A nucleus that is not spherical feels how unevenly charge is arranged around it. The measure of this unevenness is the electric field gradient, the second derivative of the electrostatic potential at the nucleus, which nuclear resonance can detect. In hexagonal ruthenium its largest component, $V_{zz}$, lies along the $c$ axis. The table follows it through a compression at fixed cell shape, calculated with the PBE functional.

Ru (P6_3/mmc, 2 atoms), measured cell (COD) scaled at fixed shape, in Ansatz 0.2.0 with PBE, scalar-relativistic, no spin polarization, 14 × 14 × 8 k points and Fermi-Dirac smearing of 0.03 eV. Pressure, positive in compression, is from all-electron LAPW (basis error target 1 meV/atom); Vzz, the principal field gradient of largest size, is from frozen-core PAW (cutoff 420 eV).

```csv
V/V(given),volume (Å³/atom),"pressure, LAPW (GPa)","largest Vzz, PAW (1e21 V/m^2)"
0.9600,13.03,19.51,-1.00
0.9800,13.30,11.57,-0.95
1.0000,13.57,4.49,-0.90
1.0200,13.85,-1.82,-0.86
1.0400,14.12,-7.44,-0.82
```

**(a) Squeezing the metal brings all charges closer together. Is that enough to explain why the field gradient grows?**

*Solution.* This is the tempting explanation, and it makes a definite prediction. A charge $q$ at distance $r$ contributes to the gradient in proportion to $q/r^3$. If the cell shrinks without changing shape, every $r^3$ shrinks in proportion to the volume $V$. Fixed charges therefore give

$$|V_{zz}| \propto V^{-1}.$$

The argument covers more than point ions. Any charge cloud that shrinks in proportion with the cell, keeping its form and its total charge, obeys the same law.

Take the most expanded row as the starting point, where the size of the gradient is 0.82 in the units of the table. Going to the most compressed row reduces the volume from 14.12 to 13.03 Å$^3$ per atom. The prediction is $0.82 \times 14.12/13.03 = 0.89$, but the calculation gives 1.00. The gradient has grown by 22 percent where closer charges alone would give 8 percent.

So the electron cloud does not simply shrink with the cell. Measured on the scale of the cell, its charge is arranged differently after the compression. The ratio $c/a$ of the cell edges is held at 1.58 throughout, so a change in the shape of the cell plays no part here. In a real sample under pressure, $c/a$ may shift as well and add its own effect.

**(b) Ruthenium is held together largely by its 4d electrons, whose orbitals overlap more strongly under pressure. Does stronger d bonding account for the faster growth?**

*Solution.* The strength with which d orbitals on neighbouring atoms couple is called hopping. In the standard simple picture of d bands it varies as $d^{-5}$, where $d$ is the distance between neighbours. Since $V \propto d^3$, hopping varies as $V^{-5/3}$.

Hopping can produce a field gradient because the neighbours do not surround an atom with cubic symmetry. Some d orbitals then hold more electrons than others, and the cloud near the nucleus is no longer spherical. Suppose that this imbalance grows in direct proportion to hopping, while the orbitals themselves stay unchanged close to the nucleus. The gradient then also follows $V^{-5/3}$.

The calculated bands support the hopping law itself. The energy between the lowest and the highest pair of degenerate d levels at the centre of the Brillouin zone rises from 3.56 to 4.02 eV during the compression. That corresponds to an exponent of about 1.5, close to $5/3$.

The gradient rises faster still. A power law with a free exponent, fitted to all five rows, gives $|V_{zz}| \propto V^{-2.5}$, and the two-decimal values leave the exponent uncertain by about 0.14. Over the whole compression, d hopping yields a growth of 14 percent, against the calculated 22 percent.

Even that prediction is generous. How the electrons share out among the d orbitals depends on the splittings between levels relative to the width of the band. If splittings and width grow by the same factor, the shares do not change at all. Stronger d bonding may contribute to the trend, but in this simple form it can't carry it alone.

**(c) Could the steep growth arise because two contributions of opposite sign partly cancel? If so, how large must the smaller one be?**

*Solution.* There is a natural candidate for the opposing part. In this metal $c/a$ is below the ideal value for stacked spheres, 1.63, so the neighbours in the adjacent layers are about 2 percent nearer than those in the same layer. For positive ions in an even background of electrons, the known lattice sum then gives a positive gradient. The calculated total is negative, so the electrons must outweigh the ions.

Let the electronic part have size $A$ and vary as $V^{-5/3}$, and let the ionic part have size $B$ and vary as $V^{-1}$. Their difference $A-B$ varies with the exponent

$$n=\frac{\tfrac53 A-B}{A-B}, \qquad\text{so}\qquad \frac{B}{A}=\frac{n-\tfrac53}{n-1}.$$

The difference is steeper than either part, because the part that is subtracted grows more slowly. Inserting the fitted exponent, $n = 2.47$, gives $B/A = 0.80/1.47$, or about 0.55. The ions would have to cancel more than half of the electronic part, and still more if that part grows more slowly than hopping, as part (b) suggests it may.

Bare ions fall well short of this. With eight charges each, they give a gradient of the order of 0.1 in the units of the table, roughly a tenth of the electronic part. However, the filled 4s and 4p shells of the atom are distorted by the field of the ions, and this distortion can amplify the ionic gradient at the nucleus. The ratio found above makes the ionic part about 1.2 times as large as the calculated total, so the bare gradient would have to be amplified roughly ninefold. The calculation does not give the amplification separately, so cancellation remains possible but is not shown.

Another possibility is that the electronic part itself grows faster than hopping. Because of the factor $1/r^3$, a small non-spherical charge close to the nucleus can count for more than a large one further out. When neighbours approach, the tails of their orbitals reach into the atom and appear there partly as p-like density, which is concentrated strongly near the nucleus. Such tails fall off steeply with distance, so their contribution should rise steeply under compression. This is an argument from theory: the calculation gives the total gradient and does not divide it into p and d parts.

The numbers thus rule out the first explanation and show that the second is insufficient in its simple form, with an imbalance proportional to hopping. They do not choose between amplified cancellation, growing p-like density and a d imbalance that grows faster than hopping, and several of these may act together. The exponent has its own limit, since it comes from a single mesh of k points and leaves out spin-orbit coupling, and gradients in metals are sensitive to the mesh. What carries over to other compressed crystals is the test in part (a): if the cell keeps its shape and the atoms keep their relative positions in it, an exponent clearly different from one shows that the charge cloud does not simply scale with the cell.

The analysis printed below sets the simple laws beside the calculated gradients row by row.

Printed output of the fit:

```
fit of log(vz) on 5 rows: constant 6.334 +/- 0.1, coefficient of log(V) -2.468 +/- 0.04; rms 0.00196, worst 1.0 0.0039, leave-one-out rms 0.00294
Size of the field gradient, 1e21 V/m^2:
   row  computed  fixed_charges  d_hopping  free_power_law  d_spread_eV
  0.96         1         0.8886     0.9375          0.9987        4.021
  0.98      0.95         0.8706      0.906          0.9495        3.897
   1.0       0.9         0.8532     0.8761          0.9035        3.779
  1.02      0.86          0.836     0.8468          0.8591        3.666
  1.04      0.82           0.82       0.82          0.8191        3.558
Exponent n of the gradient, whose size goes as volume to the power -n: 2.468
Uncertainty of n from rounding of the two end rows: 0.1381
Growth of the gradient over the whole compression, percent: 21.95
Growth expected from fixed charges, percent: 8.365
Growth expected from d hopping, percent: 14.33
Pressure range covered, LAPW, GPa: 26.95
Exponent of the spread of the d doublets: 1.524
Mean c/a: 1.582
Mean ratio of out-of-plane to in-plane neighbour distance: 0.9795
Bare ion lattice, order of magnitude and sign, 1e21 V/m^2: 0.1218
Ionic part over on-site part needed for cancellation to give n: 0.5457
Ionic part over on-site part from the bare estimate: 0.1188
```
